# Equal heat capacities of the ideal Fermi and Bose gases at constant density of states

## Statement

**Premises.** The gas consists of $N$ non-interacting identical particles in thermal equilibrium. Single-particle energies $\varepsilon\ge 0$ are counted from the bottom of the spectrum. The density of states is a constant $g$ (states per unit energy for the whole system, spin degeneracy included). Sums over levels are replaced by $g\int_0^\infty d\varepsilon$, and the grand canonical ensemble is used with the mean particle number set to $N$. For particles of mass $m$ with $g_s$ equally populated spin states in a two-dimensional box of area $A$, the number of plane-wave states with wave number below $\kappa$ is $g_sA\kappa^2/4\pi$. With $\varepsilon=\hbar^2\kappa^2/2m$ this gives $g=g_s mA/2\pi\hbar^2$.

**Notation.** $k$ is Boltzmann's constant, $z=e^{\mu/kT}$ the fugacity, $U$ the internal energy, and $C_V$ the heat capacity at fixed $N$ and fixed area. Subscripts F and B denote the statistics. For both gases define

$$E_F=kT_F=\frac{N}{g},\qquad t=\frac{T}{T_F},\qquad y=\frac1t .$$

For fermions $E_F$ is the Fermi energy; for bosons it is only the energy scale $N/g$.

**Theorem (May, 1964).** A Fermi gas and a Bose gas with the same $g$, $N$ and $T$ obey

$$1+z_F=\frac{1}{1-z_B}=e^{1/t},\qquad \mu_F-\mu_B=E_F, \tag{1}$$

$$U_F-U_B=\tfrac12NE_F,\qquad S_F=S_B,\qquad C_{V,F}=C_{V,B}\equiv C_V. \tag{2}$$

The common heat capacity is

$$\frac{C_V}{Nk}=t\int_0^{1/t}\frac{x^2e^x}{(e^x-1)^2}\,dx, \tag{3}$$

with the expansions

$$\frac{C_V}{Nk}=\frac{\pi^2}{3}t-\sum_{j=1}^\infty e^{-j/t}\left(\frac1t+\frac2j+\frac{2t}{j^2}\right), \tag{4}$$

$$\frac{C_V}{Nk}=1-\frac{1}{36t^2}+\frac{1}{1200t^4}-\frac{1}{42336t^6}+\dots \tag{5}$$

Series (4) converges for every $t>0$, series (5) for $t>1/2\pi$. Quantities per particle depend on $t$ and $E_F$ alone, so for them equal $N/g$ suffices.

## Proof

### Step 1: fugacities

With $x=\varepsilon/kT$ the mean occupations are $1/(z^{-1}e^x\pm1)$, the upper sign for fermions here and below. Since $\frac{d}{dx}[\mp\ln(1\pm ze^{-x})]=1/(z^{-1}e^{x}\pm1)$, the number integral is elementary:

$$N=gkT\int_0^\infty\frac{dx}{z^{-1}e^x\pm1}=\pm\, gkT\ln(1\pm z).$$

Because $N/gkT=y$, this gives $z_F=e^y-1$ and $z_B=1-e^{-y}$. Their ratio is $z_F/z_B=e^y$, so $\mu_F-\mu_B=kTy=E_F$, which proves (1). As $z_B<1$ for every $t>0$, the Bose gas does not condense in the continuum limit.

### Step 2: energy and grand potential

Define $u=U/g(kT)^2$. One integration by parts, whose boundary term $x\ln(1\pm ze^{-x})$ vanishes at both limits, gives

$$u=\int_0^\infty\frac{x\,dx}{z^{-1}e^x\pm1}=\pm\int_0^\infty\ln(1\pm ze^{-x})\,dx .$$

The grand potential is $\Omega=\mp g(kT)^2\int_0^\infty\ln(1\pm ze^{-x})\,dx$, hence $\Omega=-U$ for both gases. In a box $\Omega=-PA$, with $P$ the two-dimensional pressure, so $PA=U$. In terms of the dilogarithm $\mathrm{Li}_2(\xi)=-\int_0^\xi \ln(1-\eta)\,d\eta/\eta$, the result is $u_F=-\mathrm{Li}_2(-z_F)$ and $u_B=\mathrm{Li}_2(z_B)$. This follows because both sides vanish at $z=0$ and have the same derivative, found next.

### Step 3: the energy difference

Differentiate the second form of $u$ under the integral and use Step 1:

$$z\frac{du}{dz}=\int_0^\infty\frac{dx}{z^{-1}e^x\pm1}=\pm\ln(1\pm z)=y .$$

Therefore $du/dy=y\,d\ln z/dy$. Inserting the fugacities,

$$\frac{du_F}{dy}=\frac{y\,e^y}{e^y-1},\qquad \frac{du_B}{dy}=\frac{y}{e^y-1},\qquad \frac{d(u_F-u_B)}{dy}=y .$$

At $y=0$ both fugacities and both $u$ vanish, so $u_F-u_B=y^2/2$. This is Landen's identity

$$\mathrm{Li}_2(\xi)+\mathrm{Li}_2\!\left(\frac{\xi}{\xi-1}\right)=-\tfrac12\ln^2(1-\xi)$$

at $\xi=z_B$, where $\xi/(\xi-1)=-z_F$ and $\ln(1-\xi)=-y$. Multiplying by $g(kT)^2$ gives $U_F-U_B=g(kTy)^2/2=gE_F^2/2=NE_F/2$. This is the ground-state energy $g\int_0^{E_F}\varepsilon\,d\varepsilon$ of the Fermi gas and does not depend on $T$. Differentiating with respect to $T$ at fixed $N$ and $g$ gives $C_{V,F}=C_{V,B}$.

### Step 4: entropy

From $\Omega=U-TS-\mu N$ and $\Omega=-U$ follows $TS=2U-\mu N$. Then

$$T(S_F-S_B)=2\cdot\tfrac12NE_F-NE_F=0,$$

which completes (2). The Helmholtz free energies $\mathcal F=U-TS$ consequently differ by $NE_F/2$ as well.

### Step 5: closed form

Integrate $du_B/dy$ and write $D(y)=\int_0^y x\,dx/(e^x-1)$. Using $g(kT)^2=NE_Ft^2$,

$$U_B=NE_F\,t^2D(1/t)=g\int_0^{E_F}\frac{\varepsilon\,d\varepsilon}{e^{\varepsilon/kT}-1}. \tag{6}$$

In the last form the upper limit is independent of $T$. Differentiating the integrand gives $C_V=gk\int_0^{E_F}x^2e^x(e^x-1)^{-2}d\varepsilon$, which is (3). Differentiating the first form instead, and using Step 4 with $\mu_B=kT\ln(1-e^{-y})$,

$$\frac{C_V}{Nk}=\frac{2D(y)}{y}-\frac{y}{e^y-1},\qquad \frac{S}{Nk}=\frac{2D(y)}{y}-\ln(1-e^{-y}). \tag{7}$$

The integrand of (3) equals $[(x/2)/\sinh(x/2)]^2$, which falls monotonically from 1 as $x$ grows. Equation (3) is its average over $0<x<1/t$, so $C_V$ rises monotonically from 0 to $Nk$ and has no maximum.

### Step 6: limits

*Low temperature.* Write $D(y)=D(\infty)-\int_y^\infty x\,dx/(e^x-1)$ and expand $1/(e^x-1)=\sum_{j\ge1}e^{-jx}$. Term by term, $D(\infty)=\sum_j j^{-2}=\pi^2/6$ and $\int_y^\infty xe^{-jx}dx=e^{-jy}(y/j+1/j^2)$. Inserting these in (7), with $y/(e^y-1)=y\sum_je^{-jy}$, gives (4). No power of $t$ beyond the first appears. At $t=0.1$ the linear term is $0.3290$ and the $j=1$ term is $5.5\times10^{-4}$, or $0.17\,\%$ of it.

*High temperature.* The Taylor series $[(x/2)/\sinh(x/2)]^2=1-x^2/12+x^4/240-x^6/6048+\dots$ converges for $|x|<2\pi$, the distance to the nearest poles $x=\pm2\pi i$. Averaging $x^{n}$ over $(0,y)$ gives $y^n/(n+1)$, which turns the denominators into $36$, $1200$ and $42336$ and yields (5). The term of order $1/t$, which has opposite signs for the two statistics in a generic gas, is absent.

## Origin of the equality

Take exactly equidistant non-degenerate levels $\varepsilon_n=n\Delta$, $n=0,1,2,\dots$, for which $g=1/\Delta$. A fermion state is a list $n_1<n_2<\dots<n_N$. The map $n_i\to n_i-(i-1)$ sends it one-to-one onto a list $n_1'\le n_2'\le\dots\le n_N'$, which is a boson state, and lowers the energy by the fixed amount $\Delta N(N-1)/2$. The two many-body excitation spectra are identical. With $q=e^{-\Delta/kT}$, summing independently over $n_1'$ and the gaps $n'_{i+1}-n'_i\ge0$, which raise $N,N-1,\dots,1$ particles, gives the canonical partition functions

$$Z_F=q^{N(N-1)/2}Z_B,\qquad Z_B=\prod_{j=1}^N\frac{1}{1-q^j}.$$

For this spectrum, that of a one-dimensional harmonic trap, $S$ and $C_V$ coincide for any $N$ in the canonical ensemble. The energy $U_B=\sum_{j=1}^N j\Delta/(e^{j\Delta/kT}-1)$ tends to (6) for $kT\gg\Delta$ and $N\gg1$. The levels of a box are not equidistant, so there the theorem holds only in the continuum limit.

## What does not coincide

From Step 1, $(\partial N/\partial\mu)_T=g\,z/(1\pm z)$, which is $g(1-e^{-y})$ for fermions and $g(e^y-1)$ for bosons. The grand canonical number variance $kT\,\partial N/\partial\mu$ is larger by $e^{1/t}$ for bosons, and so is the compressibility $\kappa_T=(A/N^2)\,\partial N/\partial\mu$ at equal area. The identity $C_P-C_V=TA\kappa_T(\partial P/\partial T)_A^2$, with $(\partial P/\partial T)_A=C_V/A$ from $PA=U$, gives

$$C_P=C_V+\frac{C_V^2}{Nk}\,t\times\begin{cases}1-e^{-1/t}&\text{Fermi}\\ e^{1/t}-1&\text{Bose.}\end{cases} \tag{8}$$

The equality also fails for other power laws $g\propto\varepsilon^{s-1}$. Let $Z_1\propto T^s$ be the one-particle partition function and $\nu=N/Z_1$. To second order in $z$, $\nu=z\mp z^2/2^s$ and $U=skTZ_1(z\mp z^2/2^{s+1})$. Eliminating $z=\nu\pm\nu^2/2^s$ gives $U=sNkT(1\pm\nu/2^{s+1})$. Since $d(T\nu)/dT=(1-s)\nu$, the heat capacity is $C_V=sNk[1\pm(1-s)\nu/2^{s+1}]$ to first order in $\nu$. The two statistics agree at this order only for $s=1$.

## Range of validity

A small change of the Hamiltonian shifts $\mathcal F$ at fixed $N,T$ by the same first-order amount as it shifts $\Omega$ at fixed $\mu,T$, and $\delta C_V=-T\,\partial^2\delta\mathcal F/\partial T^2$. This gives the size of each neglected term.

**Discrete levels.** The mean spacing $1/g$ must be small against $kT$, that is $Nt\gg1$. For bosons the occupation varies near $\varepsilon=0$ on the scale $|\mu_B|$, so Step 1 needs the stricter condition $g|\mu_B|=-Nt\ln(1-e^{-1/t})\gg1$. Where it fails, the lowest level holds a finite fraction of the atoms and the first-order estimates below do not apply.

**Hard walls.** For a square of side $a$ the levels are $\varepsilon=(\pi/4g)(n_1^2+n_2^2)$ with $n_{1,2}\ge1$ (for $g_s=1$). Counting lattice points in a quarter disc without its axes gives the smoothed number $g\varepsilon-2\sqrt{g\varepsilon/\pi}$ (Weyl's boundary term), so $\delta g=-\sqrt{g/\pi\varepsilon}$. Expanding the logarithm in $\Omega$ and integrating gives $\delta\mathcal F=\sqrt N E_F\,t^{3/2}\phi$. Here $\phi_F=-\mathrm{Li}_{3/2}(-z_F)$ and $\phi_B=\mathrm{Li}_{3/2}(z_B)$, with $\mathrm{Li}_{3/2}(\xi)=\sum_j \xi^j/j^{3/2}$ continued analytically to $\xi<-1$. Thus

$$\frac{\delta C_V}{Nk}=-\frac{t}{\sqrt N}\frac{d^2(t^{3/2}\phi)}{dt^2}=\frac{1}{\sqrt N}\left[\frac{1}{4t^{1/2}}\mp\frac{3(1-2^{-1/2})}{8\,t^{3/2}}+O(t^{-5/2})\right], \tag{9}$$

where the series uses $\phi=y\pm\frac12(1-2^{-1/2})y^2+\dots$ The walls break the equality at order $N^{-1/2}$. Evaluating the first form at $t=1$ gives $0.13/\sqrt N$ for fermions and $0.33/\sqrt N$ for bosons.

**Transverse motion.** Harmonic confinement of frequency $\omega_z$ adds a second band of density $g$ above $\hbar\omega_z=wE_F$. While $ze^{-w/t}\ll1$ the band is non-degenerate and $\delta\mathcal F=-NE_Ft^2ze^{-w/t}$. Define $h(b)=t\,d^2(t^2e^{-b/t})/dt^2=e^{-b/t}(2t+2b+b^2/t)$. The fugacities of Step 1 then give

$$\frac{\delta C_{V,F}}{Nk}=h(w-1)-h(w),\qquad \frac{\delta C_{V,B}}{Nk}=h(w)-h(w+1). \tag{10}$$

**Interactions.** For fermions in one spin state a contact interaction has no effect, because the wave function vanishes at zero separation. For bosons in one spin state with contact coupling $g_2=\hbar^2\tilde g/m$, direct and exchange terms give $\delta\mathcal F=g_2N^2/A$ at first order. This is independent of $T$ and leaves $S$ and $C_V$ unchanged. Higher orders are small only while the response of the density to the mean field is weak, $(g_2/A)\,\partial N/\partial\mu=(\tilde g/2\pi)(e^{1/t}-1)\ll1$.

## Numerical illustration: $^6$Li and $^7$Li in a square box

Inputs: approximate masses $m_6=6.015$ u (fermion) and $m_7=7.016$ u (boson), one spin state each, $N=10^4$, and a chosen side $a_6=200\ \mu$m. The density is $0.25\ \mu\mathrm m^{-2}$, and

$$E_F=\frac{2\pi\hbar^2N}{m_6a_6^2}=k\times126.68\ \mathrm{nK}=2\pi\hbar\times2.640\ \mathrm{kHz}.$$

The theorem requires equal $g\propto mA$. For the same $N$ the $^7$Li box must have side $a_7=a_6\sqrt{m_6/m_7}=185.2\ \mu$m. Equations (1), (2), (6) and (7) then give the values of the ideal continuum model:

| $t$ | $T$ (nK) | $\mu_F/E_F$ | $\mu_B/E_F$ | $U_F/NE_F$ | $U_B/NE_F$ | $S/Nk$ | $C_V/Nk$ |
|---|---|---|---|---|---|---|---|
| 0.25 | 31.67 | 0.9954 | −0.0046 | 0.5970 | 0.0970 | 0.7948 | 0.7017 |
| 0.5 | 63.34 | 0.9273 | −0.0727 | 0.8035 | 0.3035 | 1.3593 | 0.9009 |
| 1 | 126.7 | 0.5413 | −0.4587 | 1.2775 | 0.7775 | 2.0137 | 0.9730 |
| 2 | 253.4 | −0.8655 | −1.8655 | 2.2639 | 1.7639 | 2.6966 | 0.9931 |

At every temperature a $^6$Li atom carries on average $k\times63.34$ nK more energy than a $^7$Li atom. At $t=0.25$ the linear law gives $0.8225$, and the $j=1$ term of (4) brings it to $0.7034$. At $t=1$, two terms of (5) give $0.9722$ and three give $0.9731$. At $t=0.5$ a state at $\varepsilon=0$ has occupation $0.8647$ for fermions and $6.389$ for bosons, and (8) gives $C_P/Nk=1.252$ and $3.493$.

If $^7$Li is held in the 200 $\mu$m box instead, its scale is $T_F=108.6$ nK. At 63.34 nK it has $t=0.5832$ and $C_V/Nk=0.9250$, which is $2.7\,\%$ above the $^6$Li value. This difference comes from the mass alone.

The neglected terms limit the table as follows. The Bose continuum parameter $g|\mu_B|$ is $46$ at $t=0.25$ but $0.045$ at $t=0.1$, which is outside the range. At $t=1$ the hard walls add $0.0013$ (Fermi) and $0.0033$ (Bose), so $C_V/Nk=0.974$ and $0.976$; the splitting $0.002$ is to be set against the quantum deficit $1-C_V/Nk=0.027$. For an assumed $\omega_z/2\pi=40$ kHz, $w=15.15$. Equation (10) then adds $9.6\times10^{-5}$ and $4.0\times10^{-5}$ at $t=1$. At $t=2$ it adds about $0.04$ and $0.02$, more than the deficit $0.007$, so the last row needs tighter confinement. An assumed residual $^7$Li coupling $\tilde g=0.01$ gives a response parameter of $0.010$ at $t=0.5$ and $0.085$ at $t=0.25$.